\section*{Does it matter that the crystal is not cubic? Masses and $g$-factors of CsPb(Br,Cl)$_3$}

Our standard formulas for band-edge masses and $g$-factors of lead halide perovskites are derived for the cubic phase. CsPbBr$_3$ is cubic only above roughly 400~K and CsPbCl$_3$ above roughly 320~K, while spin-precession experiments run at a few kelvin, where the octahedra are tilted. This page shows where cubic symmetry enters, derives the first correction, and sizes it along the Br--Cl series.

\subsection*{The cubic result and its conventions}

The basis is eight Bloch states at the R point (origin on Pb): the s-like valence edge $S$ at energy zero and the Pb~6p-like conduction triplet $X,Y,Z$, each with spin. Spin--orbit coupling $H_{\rm so}=\tfrac23\Delta\,\mathbf L\cdot\mathbf S$ (angular momenta in units of $\hbar$) lowers the $j=1/2$ doublet by $2\Delta/3$ and raises the $j=3/2$ quartet by $\Delta/3$. The gap $E_g$ runs from $S$ to the doublet. The Kane energy is $E_P=2|\langle S|p_x|X\rangle|^2/m_0$, and the free-electron $g$ is set to 2. For each Kramers doublet the Zeeman term is $\tfrac12\mu_B\sum_a g_aB_a\sigma_a$. A hole reverses both the energy and the spin of the missing electron, so $g_h$ equals the $g$ of the valence-band electron.

With $\boldsymbol\pi=\hbar\mathbf k+e\mathbf A$, the coupling $\boldsymbol\pi\cdot\mathbf p/m_0$ in second order gives terms $\pi_a\pi_b$. Their symmetric part is the mass. The antisymmetric part survives because $[\pi_x,\pi_y]=-i\hbar eB_z$, and it equals $\mu_BB_z\ell_z$:
\begin{align}
\frac{m_0}{m_a}&=1+\frac{2}{m_0}\sum_n\frac{|p_a^{\,0n}|^2}{E_0-E_n},\label{eq:mass}\\
\ell_z&=-\frac{i}{m_0}\sum_n\frac{p_x^{\,0n}p_y^{\,n0}-p_y^{\,0n}p_x^{\,n0}}{E_0-E_n},\label{eq:ell}
\end{align}
and cyclically, with 0 the doublet considered. The Zeeman operator is $\mu_B\mathbf B\cdot(\boldsymbol\ell+2\mathbf S)$. In the cubic phase, without remote bands,
\begin{align}
\frac{m_0}{m_e}&=1+\frac{E_P}{3E_g}, &
\frac{m_0}{m_h}&=-1+\frac{E_P}{3}\Big(\frac1{E_g}+\frac2{E_g+\Delta}\Big),\nonumber\\
g_e&=-\frac23+\frac{2E_P}{3E_g}, &
g_h&=2-\frac{2E_P}{3}\Big(\frac1{E_g}-\frac1{E_g+\Delta}\Big).\label{eq:cubic}
\end{align}

\subsection*{Where cubic symmetry enters}

It enters twice. First, $X,Y,Z$ are degenerate before spin--orbit coupling, so the eigenstates are fixed by Clebsch--Gordan coefficients. All the thirds in Eq.~(\ref{eq:cubic}) come from there. Second, one $E_P$ serves all three axes. We relax both for a tetragonal distortion with axis $z$:
\begin{equation}
H_{\rm cf}=\delta\big(L_z^2-\tfrac23\big),\qquad E_\parallel=E_P(1+2\epsilon),\qquad E_\perp=E_P(1-\epsilon),
\end{equation}
where $E_\parallel=2|\langle S|p_z|Z\rangle|^2/m_0$ and $E_\perp$ is the same for $x$ and $y$. Positive $\delta$ puts $Z$ below $X,Y$. Both perturbations are traceless. The fully symmetric part of the distortion changes $E_g$, $\Delta$ and the mean $E_P$, and we absorb it by using their values in the distorted crystal. The tilted phases are taken as centrosymmetric, so no terms linear in $k$ arise.

\subsection*{Conduction states}

Use $|1,\pm1\rangle=\mp(X\pm iY)/\sqrt2$ and $|1,0\rangle=Z$. The projection $m_j$ is still conserved. The states $m_j=\pm3/2$ lie at $(\Delta+\delta)/3$. For $m_j=1/2$, in the basis $|1,1\rangle\!\downarrow$, $|1,0\rangle\!\uparrow$,
\begin{equation}
H=\frac13\begin{pmatrix}\delta-\Delta&\sqrt2\Delta\\ \sqrt2\Delta&-2\delta\end{pmatrix},\quad
E_\pm=-\frac{\Delta+\delta}6\pm\frac W2,\quad W=\sqrt{\Delta^2-\tfrac23\Delta\delta+\delta^2}.
\end{equation}
The lower doublet is
\begin{align}
|c,+\rangle&=\cos\theta\,|1,1\rangle\!\downarrow-\sin\theta\,|1,0\rangle\!\uparrow,\nonumber\\
|c,-\rangle&=\sin\theta\,|1,0\rangle\!\downarrow-\cos\theta\,|1,-1\rangle\!\uparrow,
\end{align}
with $\cos2\theta=(\Delta/3-\delta)/W$ and $\sin2\theta=2\sqrt2\Delta/(3W)$. The phases join the standard $j=1/2$ states at $\delta=0$, where $\sin^2\theta=1/3$. The orthogonal doublet lies $\Delta_1=W$ above $c$, and the $\pm3/2$ pair lies $\Delta_3=(\Delta+\delta+W)/2$ above it. With $\eta=\delta/\Delta$,
\begin{equation}
\cos2\theta=\tfrac13-\tfrac89\eta-\tfrac49\eta^2,\qquad
\sqrt2\sin2\theta=\tfrac43\big(1+\tfrac13\eta-\tfrac13\eta^2\big),\label{eq:series}
\end{equation}
up to $O(\eta^3)$, and $\Delta_{1,3}=\Delta\mp\delta/3$ in first order. The doublet $c$ itself moves only in second order, by $-2\delta^2/9\Delta$.

\subsection*{Electron}

The $Z$ weight of $c$ is $\sin^2\theta$ and the $X$ weight is $\tfrac12\cos^2\theta$, so Eq.~(\ref{eq:mass}) gives
\begin{equation}
\frac{m_0}{m_{e\parallel}}=1+\frac{E_\parallel\sin^2\theta}{E_g},\qquad
\frac{m_0}{m_{e\perp}}=1+\frac{E_\perp\cos^2\theta}{2E_g}.\label{eq:me}
\end{equation}
In Eq.~(\ref{eq:ell}) the intermediate state is $S$, and the numerator is proportional to $-i(|X\rangle\langle Y|-|Y\rangle\langle X|)=L_z$. Hence $\ell_a=\kappa_aL_a$ with $\kappa_z=E_\perp/2E_g$ and $\kappa_x=\sqrt{E_\parallel E_\perp}/2E_g$. The matrix elements needed are $\langle c,+|L_z|c,+\rangle=\cos^2\theta$, $\langle c,+|2S_z|c,+\rangle=-\cos2\theta$, $\langle c,+|L_x|c,-\rangle=\sin2\theta/\sqrt2$ and $\langle c,+|2S_x|c,-\rangle=-\sin^2\theta$. Each $g$ is twice the element of $\ell_a+2S_a$:
\begin{equation}
g_{e\parallel}=-2\cos2\theta+2\kappa_z\cos^2\theta,\qquad
g_{e\perp}=-2\sin^2\theta+\sqrt2\,\kappa_x\sin2\theta.\label{eq:ge}
\end{equation}
Remote bands fit into this form. If their own spin--orbit splitting is small against their distance, their moment acts on the orbitals only, and in cubic symmetry the only axial-vector operator on the triplet is $\mathbf L$. They add a constant $\kappa_r$ to each $\kappa_a$. The cubic value becomes $g_e=-2/3+4\kappa/3$ with $\kappa=E_P/2E_g+\kappa_r$, a shift $\Delta g_r=4\kappa_r/3$. Inserting Eq.~(\ref{eq:series}), and $\sqrt{E_\parallel E_\perp}\simeq E_P(1+\epsilon/2)$,
\begin{align}
g_{e\parallel}-g_{e\perp}&=(2-g_e)\,\eta-\frac{E_P}{E_g}\,\epsilon+\frac43\eta^2,\label{eq:Ae}\\
\tfrac13(g_{e\parallel}+2g_{e\perp})&=g_e-\tfrac49\kappa\,\eta^2,\label{eq:mean}
\end{align}
where terms in $\eta\epsilon$, $\epsilon^2$ and $\eta^3$ are dropped. The factor $2-g_e=\tfrac43(2-\kappa)$ has a simple origin. The crystal field admixes $j=3/2$ into $j=1/2$, and the moment operator is $\kappa\mathbf L+2\mathbf S=2\mathbf J+(\kappa-2)\mathbf L$. Since $\mathbf J$ does not connect different $j$, the first-order change vanishes at $\kappa=2$, which is $g_e=2$. Our crystals lie close to that point, and for this reason the $\eta^2$ term is kept.

\subsection*{Hole}

Now all three conduction doublets are intermediate states. The middle one has $\sin\theta$ and $\cos\theta$ exchanged, with the relative sign reversed. Counting $Z$ and $X$ weights,
\begin{align}
\frac{m_0}{m_{h\parallel}}&=-1+E_\parallel\Big[\frac{\sin^2\theta}{E_g}+\frac{\cos^2\theta}{E_g+\Delta_1}\Big],\nonumber\\
\frac{m_0}{m_{h\perp}}&=-1+\frac{E_\perp}2\Big[\frac{\cos^2\theta}{E_g}+\frac{\sin^2\theta}{E_g+\Delta_1}+\frac1{E_g+\Delta_3}\Big].
\end{align}
For a state $n=n_\uparrow\!\uparrow+\,n_\downarrow\!\downarrow$ at height $D_n$, Eq.~(\ref{eq:ell}) gives the contribution $(E/2D_n)\langle n_{s'}|L_a|n_s\rangle$ to the spin element $(\ell_a)_{ss'}$, where $E=E_\perp$ for $a=z$ and $E=\sqrt{E_\parallel E_\perp}$ for $a=x$. For $a=z$ and spin up, the orbital $|1,1\rangle$ occurs at $E_g+\Delta_3$, and $|1,-1\rangle$ is shared between the other two doublets with weights $\cos^2\theta$ and $\sin^2\theta$. For $a=x$ the two states of $c$ give together $-\sin2\theta/\sqrt2$, the middle doublet gives the opposite, and the $\pm3/2$ pair gives nothing. So
\begin{align}
g_{h\parallel}&=2-E_\perp\Big[\frac{\cos^2\theta}{E_g}+\frac{\sin^2\theta}{E_g+\Delta_1}-\frac1{E_g+\Delta_3}\Big],\nonumber\\
g_{h\perp}&=2-\sqrt{E_\parallel E_\perp}\,\frac{\sin2\theta}{\sqrt2}\Big[\frac1{E_g}-\frac1{E_g+\Delta_1}\Big].\label{eq:gh}
\end{align}
To expand, set $a=1/E_g$ and $b=1/(E_g+\Delta)$, and note $\eta(a-b)=\delta ab$ and $1/(E_g+\Delta_{1,3})\simeq b\pm\delta b^2/3$. Then $g_{h\parallel}$ changes by $E_P(a-b)(\tfrac49\delta b+\tfrac23\epsilon)$ and $g_{h\perp}$ by minus half of that. With $2-g_h=\tfrac23E_P(a-b)$, the first-order anisotropies are
\begin{align}
g_{h\parallel}-g_{h\perp}&=(2-g_h)\Big[\frac{\delta}{E_g+\Delta}+\frac32\epsilon\Big],\label{eq:Ah}\\
\frac{m_0}{m_{e\parallel}}-\frac{m_0}{m_{e\perp}}&=E_P\,a\Big[\frac23\eta+\epsilon\Big],\label{eq:Ame}\\
\frac{m_0}{m_{h\parallel}}-\frac{m_0}{m_{h\perp}}&=E_P\Big[\frac13\delta\,b\,(2a+b)+\epsilon\,(a+2b)\Big].\label{eq:Amh}
\end{align}
In every case two thirds of the first-order difference goes to the $\parallel$ component and minus one third to each $\perp$ component. Equation~(\ref{eq:cubic}) therefore remains valid, to first order, for the averages of $g_a$ and $1/m_a$ over the three axes.

An orthorhombic crystal needs no new algebra at this order. Write $H_{\rm cf}=\sum_a\delta_aL_a^2$ in its principal axes with $\sum_a\delta_a=0$; the tetragonal case is $\delta_z=2\delta/3$, $\delta_x=\delta_y=-\delta/3$. The undistorted eight-band model is isotropic and the response is linear, so $g_{e,a}-g_e=(2-g_e)\delta_a/\Delta$ and $g_{h,a}-g_h=(2-g_h)\delta_a/(E_g+\Delta)$.

\subsection*{Size along the Br--Cl series}

The mixed crystal is treated as a virtual crystal labelled by its gap; local fields from random Br/Cl occupation are not described. The inputs are approximate low-temperature gaps of 2.35~eV (bromide) and 3.05~eV (chloride), an intermediate 2.70~eV, and $\Delta\approx1.5$~eV. We take $E_P=12$~eV and $\Delta g_r=-1$ (that is $\kappa_r=-0.75$) for all compositions. These two were chosen to give typical $g$-factors of the bromide, so the cubic rows test nothing. For the distortion, $\delta=0.15$~eV ($\eta=0.1$) is illustrative, of the size typical of band-structure estimates, and neither its sign nor its composition dependence is claimed. It turns $\theta$ from $35.26^\circ$ to $38.05^\circ$, gives $\Delta_1=1.457$~eV and $\Delta_3=1.553$~eV, and lowers $c$ by 3~meV. For $\epsilon$, suppose the momentum element scales as the inverse lattice spacing along its axis. A volume-conserving strain $c/a_\perp=1+u$ of the pseudocubic cell stretches $c$ by $2u/3$ and shrinks $a_\perp$ by $u/3$, so $\epsilon=-2u/3$, and $u=1.5\,\%$ gives $\epsilon=-0.01$. Tilts add to this by an amount that the scaling does not give.

\begin{center}
\begin{tabular}{lccc}
\hline
$E_g$ (eV) & 2.35 & 2.70 & 3.05\\
\hline
$m_e/m_0$, cubic & 0.37 & 0.40 & 0.43\\
$m_h/m_0$, cubic & 0.36 & 0.42 & 0.48\\
$g_e$, cubic, $\kappa_r=0$ & 2.74 & 2.30 & 1.96\\
$g_e$, cubic, $\kappa_r=-0.75$ & 1.74 & 1.30 & 0.96\\
$g_h$, cubic & 0.67 & 0.94 & 1.14\\
\hline
\multicolumn{4}{l}{$\delta=0.15$~eV, $\epsilon=0$}\\
$g_{e\parallel}-g_{e\perp}$, $\kappa_r=0$, first order & $-0.074$ & $-0.030$ & 0.004\\
\quad closed form, Eq.~(\ref{eq:ge}) & $-0.059$ & $-0.015$ & 0.019\\
$g_{e\parallel}-g_{e\perp}$, $\kappa_r=-0.75$, first order & 0.026 & 0.070 & 0.104\\
\quad closed form, Eq.~(\ref{eq:ge}) & 0.040 & 0.084 & 0.118\\
$g_{h\parallel}-g_{h\perp}$, first order & 0.052 & 0.038 & 0.029\\
Eq.~(\ref{eq:Ame}) over $m_0/m_e$ (\%) & 13 & 12 & 11\\
Eq.~(\ref{eq:Amh}) over $m_0/m_h$ (\%) & 6 & 6 & 6\\
\hline
\multicolumn{4}{l}{$\delta=0$, $\epsilon=+0.01$}\\
$g_{e\parallel}-g_{e\perp}$ & $-0.051$ & $-0.044$ & $-0.039$\\
$g_{h\parallel}-g_{h\perp}$ & 0.020 & 0.016 & 0.013\\
\hline
\end{tabular}
\end{center}

All entries are the model's numbers. Four points follow.

\emph{The gap dependence survives.} Across the series the cubic $g_e$ falls by 0.78 and $g_h$ rises by 0.46. The axis-averaged $g_e$ shifts by only $-0.008$ at the bromide gap and $-0.005$ at the chloride gap, Eq.~(\ref{eq:mean}) with $\kappa_r=-0.75$, and the averaged $g_h$ from Eq.~(\ref{eq:gh}) by 0.002 at the bromide gap. A plot of $g$ against $E_g$ should use axis averages.

\emph{The masses feel the crystal field most.} At the bromide gap Eq.~(\ref{eq:me}) gives $m_{e\parallel}=0.34\,m_0$ and $m_{e\perp}=0.39\,m_0$. There $\epsilon=0.01$ adds 2\,\% to the electron and 4\,\% to the hole anisotropy of the inverse mass, the latter comparable with the effect of $\delta$. Remote-band terms in the masses are not included.

\emph{The electron $g$ anisotropy is a near-cancellation.} The eight-band first-order term changes sign at $E_g=E_P/4=3.0$~eV. The remote-band moment makes it positive over the whole series for $\delta>0$, so at the bromide gap the eight-band formula has the opposite sign. The second-order term, $4\eta^2/3=0.013$, is half the first-order one there. One per cent in $\epsilon$ outweighs both, and a one per cent difference between the $z$ and $x$ components of $\kappa_r$, which we set to zero, would add 0.01. A crystal field cannot be read off the electron anisotropy of bromide-rich samples. For the hole, first order and closed form differ by less than 0.001.

\emph{The two mechanisms differ in sign pattern.} With remote bands included and $g_e,g_h<2$, the first-order $\delta$ terms have the same sign for electron and hole, and the $\epsilon$ terms have opposite signs. Equations~(\ref{eq:Ae}) and (\ref{eq:Ah}) can be solved for $\delta$ and $\epsilon$ once both anisotropies are known on a single-domain crystal. In a twinned crystal the domains precess differently: an anisotropy of 0.05 spreads the Larmor frequency $g\mu_BB/h$ by 0.70~GHz at 1~T.

As typical knowledge, the model misses CsPbBr$_3$ in two ways. Its reduced mass, $0.18\,m_0$, is roughly 40\,\% heavier than the typical $0.13\,m_0$, because an $E_P$ chosen for $g$-factors without remote-band mass terms is too small for the masses. And $g$ anisotropies in the bromide are typically a few tenths and opposite for electrons and holes, several times the $\delta$-only entries. Within the model such a pattern calls for $\epsilon$ of several per cent: $\epsilon=0.05$ contributes $-0.26$ for the electron and $+0.10$ for the hole.